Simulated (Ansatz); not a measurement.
Method: Ansatz 0.2.0, DFT PBE, scalar-relativistic, plane waves, PAW. All cells share a 420 eV cutoff and Γ-centred k meshes spaced at most about 0.3 Å⁻¹ (about 0.25 or finer for metals, 2π included). No spin polarisation in the final relaxations.

These are static total energies at zero pressure.

Two forms of In3As were relaxed alike.

A.

Space group P4/mmm (No. 123). a = 3.056 Å, b = 3.056 Å, c = 11.226 Å, α = 90.00°, β = 90.00°, γ = 90.00°
```json
{"atom": "In", "site": "2h", "symmetry": "4mm", "x": "0.5000", "y": "0.5000", "z": "0.2456"}
{"atom": "In", "site": "1a", "symmetry": "4/mmm", "x": "0.0000", "y": "0.0000", "z": "0.0000"}
{"atom": "As", "site": "1d", "symmetry": "4/mmm", "x": "0.5000", "y": "0.5000", "z": "0.5000"}
```

B.

Space group I4/mmm (No. 139). a = 5.556 Å, b = 5.556 Å, c = 6.639 Å, α = 90.00°, β = 90.00°, γ = 90.00°
```csv
atom,site,symmetry,x,y,z
In,2b,4/mmm,0.0000,0.0000,0.5000
In,4d,-4m2,0.0000,0.5000,0.2500
As,2a,4/mmm,0.0000,0.0000,0.0000
```

Task: Which would you expect to be lower, and how large is the difference?

Result: B is lower, by 29 meV/atom. A has space group P4/mmm (No. 123), 26.2 Å³/atom and no gap on its mesh; B has space group I4/mmm (No. 139), 25.6 Å³/atom and no gap. Counting In atoms around As (those within 1.25 times the shortest such distance or 1.15 times the sum of covalent radii; a plus sign parts nearer from farther groups; the shortest distance is added where it is long for a bond), A has As 2 and B has As 10+4 from 3.2 Å. Even the lower one lies +0.09 eV/atom against the reference forms of the elements (uncorrected), so neither is stable at this level. In A, In on a site of symmetry 4mm has 1 As at 2.86 Å, 4 In at 3.06 Å and 4 In at 3.50 Å; around In on a site of symmetry 4/mmm lie 4 In at 3.06 Å and 8 In at 3.50 Å; around As lie 2 In at 2.86 Å and 4 As at 3.06 Å. In B, In on a site of symmetry 4/mmm has 8 In at 3.24 Å, 2 As at 3.32 Å and 4 As at 3.93 Å; In on a site of symmetry -4m2 has 4 As at 3.24 Å, 6 In at 3.24–3.32 Å and 4 In at 3.93 Å; As has 10 In at 3.24–3.32 Å and 4 In at 3.93 Å. Both come from invented guesses. A third cell relaxed alike, in Pm-3m (a Materials Project cell), lies 15 meV/atom below the lower of the two.

Cells relaxed within their symmetry can be saddle points.

B is favoured over A by 29 meV/atom, probably because A forces its In and As square nets to share one in-plane repeat. The resulting 3.06 Å is short for In–In contacts compared with elemental indium, yet much too long for normal As–As single bonds. Even the In–As contacts at 2.86 Å are stretched relative to those in zinc-blende InAs. B relieves this mismatch: it is a tetragonally distorted, bcc-derived ordering in which As is surrounded by In and the In–In distances are close to those of the metal.

Neither arrangement provides the short, directional In–As bonds that stabilise InAs, which suggests why even B lies above the elements. The missing gap fits the large indium excess, which leaves electrons beyond those needed to fill the As valence shell. B is not the ground state at this composition either, since the Pm-3m cell is lower. Because InAs is a stable compound, the driving force for decomposition into InAs and indium must exceed that for separation into the elements.
